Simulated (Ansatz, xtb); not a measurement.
## Ligand exchange: C2H7N + BH2(OH) → C2H6O + BH2(NH2)

Species: C2H7N (ethanamine) `CCN`, singlet; BH2(OH), singlet; C2H6O (ethanol) `CCO`, singlet; BH2(NH2), singlet. The partners trade NH2 for OH: C–NH2 and B–OH bonds give way to C–OH and B–NH2.

Shapes, held fixed at every level: PBE0-D4/def2-TZVP. Flexible molecules stand in one conformer, not always the lowest. Programs: Ansatz 0.2.0, xtb 6.7.1. The zero-point and thermal change to 298 K, harmonic and unscaled (PBE0-D4/def2-TZVP), is 0.0 kJ/mol.

```json
{"level": "GFN0-xTB", "kind": "semi-empirical", "ΔH(298 K) (kJ/mol)": "-10.4", "less CCSD(T)/CBS estimate": "-18.6"}
{"level": "HF/def2-TZVPP", "kind": "Hartree–Fock", "ΔH(298 K) (kJ/mol)": "+8.4", "less CCSD(T)/CBS estimate": "+0.2"}
{"level": "SPW92/def2-TZVPP", "kind": "LDA", "ΔH(298 K) (kJ/mol)": "-0.4", "less CCSD(T)/CBS estimate": "-8.6"}
{"level": "wB97M-V/def2-TZVPP", "kind": "range-separated hybrid", "ΔH(298 K) (kJ/mol)": "+5.3", "less CCSD(T)/CBS estimate": "-2.9"}
{"level": "wB97X-V/def2-TZVPP", "kind": "range-separated hybrid", "ΔH(298 K) (kJ/mol)": "+5.7", "less CCSD(T)/CBS estimate": "-2.5"}
{"level": "MP2/def2-SVP", "kind": "perturbation theory", "ΔH(298 K) (kJ/mol)": "+15.9", "less CCSD(T)/CBS estimate": "+7.7"}
{"level": "CCSD(T)/def2-SVP", "kind": "coupled cluster or CI", "ΔH(298 K) (kJ/mol)": "+13.3", "less CCSD(T)/CBS estimate": "+5.1"}
{"level": "CCSD(T)/CBS estimate", "kind": "coupled cluster or CI", "ΔH(298 K) (kJ/mol)": "+8.2", "less CCSD(T)/CBS estimate": "0.0"}
```

The highest level, CCSD(T)/CBS estimate, gives ΔH(298 K) = +8.2 kJ/mol; the levels span -10.4 to +15.9. They disagree on the sign: 6 of 8 are positive. The column of differences is taken from that level and isn't an error. No measured value is set beside it here. The CBS estimate extrapolates MP2 from def2-TZVPP and def2-QZVPP and adds CCSD(T) − MP2 in the triple-zeta set, cores frozen.

The exchange is mildly endothermic at the highest level, +8.2 kJ/mol, so boron keeps hydroxyl and carbon keeps amino, though only by a small margin. Since the zero-point and thermal change is 0.0 kJ/mol, the preference is electronic. Oxygen's higher electronegativity favours the strongly polar B–O σ bond, while nitrogen, the better π donor, gains more from donation into boron's empty p orbital. These effects oppose each other, and carbon's own preference for oxygen offsets part of boron's, which probably explains why the balance is so fine.

Only GFN0-xTB and the LDA reverse the sign, the latter barely. Coupled cluster falls from +13.3 kJ/mol in the split-valence basis to +8.2 at the estimated basis-set limit, so the small basis exaggerates the endothermicity without changing its direction. The near-coincidence of Hartree–Fock with the highest level probably reflects cancellation between correlation and basis-set effects, not an absence of correlation. The gas-phase balance need not carry over to the condensed phase, where aminoborane readily oligomerises through B–N dative bonds.
